**Why is the s level so much slower to converge than p, and why does it stall?**

I generated a Troullier-Martins potential for phosphorus (PBE, scalar-relativistic) and ran the cutoff test:

Calculated values. Cutoff test of a phosphorus pseudopotential from ld1.x 7.5 (PBE, scalar-relativistic): separable Troullier-Martins scheme, valence 3s2 3p3, radii s 1.52, p 1.62, d 1.26 bohr, s channel as local potential, nonlinear core correction. Pseudo-atom levels are solved in the reference potential with spherical Bessel functions in a 20 bohr box and given less their values at 400 Ry.

```tsv
cutoff (Ry)	sum of levels error (mRy)	lowest p level excess (mRy)	lowest d level excess (mRy)	lowest s level excess (mRy)
10	99.31	1.19	0.43	47.87
15	26.57	0.81	0.31	12.07
21	9.40	0.28	0.20	4.28
30	7.58	0.06	0.12	3.70
40	2.44	0.04	0.05	1.16
50	0.45	0.01	0.02	0.21
60	0.27	0.01	0.01	0.12
80	0.14	0	0	0.07
100	0.02	0	0	0.01
140	0	0	0	0
```

I thought a smaller radius means a harder channel. The s radius is a little smaller than the p radius, so is that why s is worse? Then d, with the smallest radius, should be worst, and it looks soft. And why does almost nothing happen between 21 and 30 Ry?

**Answer**

The sum of levels error is about 100 mRy at 10 Ry, about 10 mRy near 20 Ry and below 1 mRy from 50 Ry on (1 mRy is about 14 meV). Between 10 and 40 Ry the s excess is 15 to 60 times the p excess, while the radii differ by 6%.

Each excess is the lowest level of that angular momentum at cutoff E, less its value at 400 Ry. The sum weights them by occupation, 2s + 3p, with nothing from the empty d channel: at 10 Ry, 2 × 47.87 + 3 × 1.19 = 99.31, and this holds to the printed digit in every row. From 10 to 50 Ry the s level supplies 91 to 98% of the sum. The occupations are those of a spherical, spin-unpolarised 3s² 3p³ atom, not of the quartet ground state.

A cutoff E in Ry keeps Bessel functions with wave number up to q = √E in 1/bohr. Raising it only adds functions, so a level can only fall, and no column rises anywhere. To leading order the excess is the kinetic energy of the discarded part of the wave, the integral of q²|φ(q)|² above the cutoff, with φ the Bessel transform of the pseudo-wave. The drop between two rows, divided by the width of the band in q, then measures the kinetic weight of the wave in that band.

*The radius.* Shrinking a wave of fixed shape by some factor multiplies all its energies by the square of that factor, cutoff and excess alike. If s were a shrunken copy of p, then s(E) = f·p(E/f) with f = (1.62/1.52)² = 1.136, and nothing is fitted. At 30 Ry, E/f = 26.4 Ry. The p excess falls from 0.28 to 0.06 mRy between 21 and 30 Ry, a log-log slope of −4.32, so p(26.4) = 0.28 × (26.4/21)^−4.32 = 0.104 mRy and the predicted s excess is 1.136 × 0.104 = 0.118 mRy. The table has 3.70, which is 31 times more. Over the four rows that can be tested, 15 to 40 Ry, the prediction is too low by factors of 9 to 31. The numbers reject this explanation. Even for one channel built with different radii the 1/radius² rule is only a rough guide, because the wave outside the radius is the all-electron one and does not shrink; only the interior and the join change. It says still less about two angular momenta.

The d column is no test of the rule. With no bound d wave, the lowest d level lies at +0.0636 Ry, not far under the 0.0830 Ry of a free particle with l = 2 in the empty 20 bohr box. It is a continuum state spread over the box, with little amplitude where the d potential is sharp, so its small excess doesn't show that the d channel is soft. Even so it exceeds p from 30 to 50 Ry.

*The binding energy.* The converged s level is at −1.027 Ry and p at −0.405 Ry, so the s wave is more compact: its tail decays as exp(−κr) with κ² the binding energy. Taking 1/κ as the length gives the same formula with f = 2.537. It predicts 2.58 mRy at 30 Ry against 3.70, far closer than the radius does. But the ratio of table to prediction runs from 1.44 at 30 Ry to 0.24 at 50 Ry, and to 0.10 at 100 Ry, where both inputs are close to the last printed digit. Theory also gives a reason for distrust. κ is about 1 per bohr, the cutoffs lie at q = 3 to 10 per bohr, and such wave numbers describe structure on the scale of the core region and not the slowly decaying tail. Compactness gives about the right size near 30 to 40 Ry and may contribute, but the assumption of a common shape fails here too.

*The shape of the wave.* The stall is the most direct evidence that shape matters. From 21 to 30 Ry the s excess drops by only 14%, between drops of 65% and 69% in the neighbouring bands. Per unit q the drop is 11.0, then 0.65, then 3.0 mRy·bohr, with about 0.01 uncertainty from rounding, so the s wave has a true minimum of weight near q ≈ 5 per bohr. Coarseness of the basis is not the cause: s functions are spaced π/20 apart in q, and the stalled band gains five of them, as many as the bands 15–21 and 40–50 Ry, where the excess drops by 65% and 82%. A node of φ(q) in that band would produce just this, since functions added near a node have almost nothing to describe. The node is the likely cause, inferred from the drops and not tested on the transform itself.

A simple model of such nodes follows from the construction. The pseudo-wave joins the all-electron wave at the radius r with four continuous derivatives, and the fifth jumps. Repeated integration by parts gives φ ~ q⁻⁶ sin(qr + phase) at large q, so the weight is q⁻¹⁰ sin², the excess falls on average as E^−4.5, and nodes are π/r = 2.07 per bohr apart for s. Integrated from the cutoff to q = 20 and fitted by least squares in ln s to the eight rows from 10 to 80 Ry (amplitude and phase free), it misses the table by a root-mean-square factor of 2.6. A plain power law fitted the same way does better, a factor 1.5 with exponent −3.2, though it cannot stall and lies a factor 2.25 below the table at 30 Ry. Freeing the power of q only draws level with the power law; freeing the length as well reaches 1.3, with four constants for eight rows and the length at the lower edge of the range searched, so those constants mean nothing. The fixed-power model does give 0.010 mRy for the unfitted 100 Ry row, where the others give 0.035 to 0.047, but that entry is a single last digit. A second minimum of weight in the 60–80 Ry band is marginal (0.042 against 0.057 in the next band, each uncertain by about 0.01); if real, it lies 2.3 to 4.4 per bohr from the first, wider than 2.07. So the table supports an uneven, wave-specific spectrum and does not support its asymptotic form. My guess is that at qr of 5 to 15 the interior shape of the wave outweighs the weak join.

That interior is also the probable reason for s being harder than p, an argument the table cannot confirm. The real 3s wave is kept out of the core by orthogonality to 1s and 2s. The pseudo-wave has no nodes but must hold the same charge inside its radius, less than a plain nodeless wave of this binding would put there, so it has to be hollowed out around the nucleus, just where the l = 0 Bessel functions are largest. The hollow is made by cancellation, short-wavelength components entering with opposite sign to the long ones, which means a node in φ and a lobe of opposite sign beyond it. The main lobe of φ is only a few κ wide, so this first node should lie below the q = 3.16 per bohr where the table starts. The steep fall from 10 to 21 Ry is then the flank of the opposite-sign lobe, and the stall is the next node, where that lobe ends. A p wave vanishes at the nucleus anyway, the centrifugal term does much of the excluding, and little cancellation is needed. Its weight is uneven too (the p drop per unit q rises from 0.535 to 0.747 mRy·bohr between the first two bands), so the hollow accounts for the size of the s lobes, not for the existence of nodes. On this reasoning silicon and sulfur, which also have a 2p core, could well be limited by s at similar radii. Nitrogen should be limited by p, because no core p shell pushes its 2p wave outward, and the same holds for 3d and 4f waves. The core correction plays no part in the s trend, since unscreening and rescreening cancel in the reference potential.

The stall is a practical trap. From 21 to 30 Ry the sum changes by 9.40 − 7.58 = 1.82 mRy while 7.58 mRy remains, four times the change, so two neighbouring cutoffs that agree prove little. The rows 21 and 50 Ry are merely the first steps of the ladder under 10 and 1 mRy, the former narrowly. These cutoffs are for waves; the density with its core charge needs its own test. A converged basis also leaves the error of the potential itself: in the same run, excitation energies differ from the all-electron values by 2.9 meV for the first ionisation and by 143 meV for 3s¹ 3p⁰.
